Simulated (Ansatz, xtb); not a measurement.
Two isomers of H5SSi2+

Structure I: `[SiH2]=[S+][SiH3]`, a singlet. Structure II: `[SiH2]1[SiH2][SH+]1`, a singlet. Both are isolated ions in the gas phase, relaxed with PBE0-D3(BJ)/def2-SVP.

I (Å):

```yaml
atoms:
  - { symbol: S, position_ang: [-2.3282, -1.3149, 0.8480] }
  - { symbol: Si, position_ang: [-3.1714, -0.0178, -0.4473] }
  - { symbol: Si, position_ang: [-0.6829, -0.1299, 1.8526] }
  - { symbol: H, position_ang: [-2.6961, 1.3773, -0.5884] }
  - { symbol: H, position_ang: [-4.2968, -0.5267, -1.2578] }
  - { symbol: H, position_ang: [0.5341, -0.8989, 1.5067] }
  - { symbol: H, position_ang: [-1.0732, -0.1706, 3.2803] }
  - { symbol: H, position_ang: [-0.7498, 1.2203, 1.2375] }
```

II (Å):

```xyz
8

S    -2.3217   -1.4752    1.1636
Si   -2.5072    0.4653   -0.0746
Si   -0.6284    0.0952    1.1500
H    -3.6099    1.2745    0.4918
H    -2.5518    0.0465   -1.4931
H    -2.9544   -1.0143    2.2738
H     0.5386   -0.5622    0.5213
H    -0.5111    0.6640    2.5117
```

Quicker runs give these differences E(II) − E(I): GFN2-xTB +1.213 eV; HF/STO-3G +0.128 eV (at GFN2-xTB geometries); r2SCAN-D4/def2-SVP +0.003 eV (at GFN2-xTB geometries).

Q: Estimate E(II) − E(I) at the level CCSD(T)/def2-TZVP.

A: Calculated at CCSD(T)/def2-TZVP: E(II) − E(I) = +0.190 eV, so structure I lies lower.

How the difference moves with the method:

```
               level              geometry  E(II) − E(I) (eV)  departure from the last row (eV)  job, with rough time for the two
            GFN2-xTB              GFN2-xTB              +1.213                            +1.023              optimisation, 0.88 s
           HF/STO-3G              GFN2-xTB              +0.128                            −0.062               single point, 1.5 s
  r2SCAN-D4/def2-SVP              GFN2-xTB              +0.003                            −0.187               single point, 9.6 s
PBE0-D3(BJ)/def2-SVP  PBE0-D3(BJ)/def2-SVP              −0.023                            −0.213             optimisation, 1.9 min
        HF/def2-TZVP  PBE0-D3(BJ)/def2-SVP              +0.409                            +0.219           part of the CCSD(T) run
       MP2/def2-TZVP  PBE0-D3(BJ)/def2-SVP              +0.236                            +0.046           part of the CCSD(T) run
   CCSD(T)/def2-TZVP  PBE0-D3(BJ)/def2-SVP              +0.190                                                  single point, 44 s
```

As drawn, II has 1 Si–Si, 1 S–Si, 1 S–H in place of 1 S=Si, 1 Si–H. Structure I has no ring, II a 3-membered ring.

PBE0-D3(BJ)/def2-SVP puts the two in the other order. r2SCAN-D4/def2-SVP finds them nearly level. The largest departure from CCSD(T)/def2-TZVP is that of GFN2-xTB, 1.023 eV.

With harmonic frequencies from PBE0-D3(BJ)/def2-SVP (ideal gas, rigid rotor, one conformer each, 298.15 K, 1 atm): on the last row, ΔE + ΔZPE = +0.205, ΔH = +0.191, ΔG = +0.243 eV.

The correlated steps freeze 15 core orbitals. Programs: Ansatz 0.2.0, xtb 6.7.1; the last row on 1 thread of AMD EPYC (Zen 3) on a shared host.

The correlated calculations favour the open ion I over the ring II by a modest margin. In I, a sulfur lone pair donates into the formally empty p orbital of the SiH2 centre, giving partial Si=S π bonding while the electropositive silicon carries much of the positive charge. Ring II gains a Si–Si σ bond and an S–H bond, but pays in angle strain and in placing a formal sulfonium centre in the ring. Its long S–Si and rather short Si–Si distances suggest some character of a disilene π-complex with SH+.

Electron correlation favours the ring, lowering the gap from +0.409 eV in HF to +0.190 eV in CCSD(T) with the same basis and geometries, probably because its compact σ framework has more correlation energy to gain. The close HF/STO-3G value therefore looks like error cancellation. Thermal terms reinforce the preference for I, whose looser chain has the higher entropy. The energies don't show whether II would persist kinetically, since no barrier to ring opening and hydrogen migration was computed.
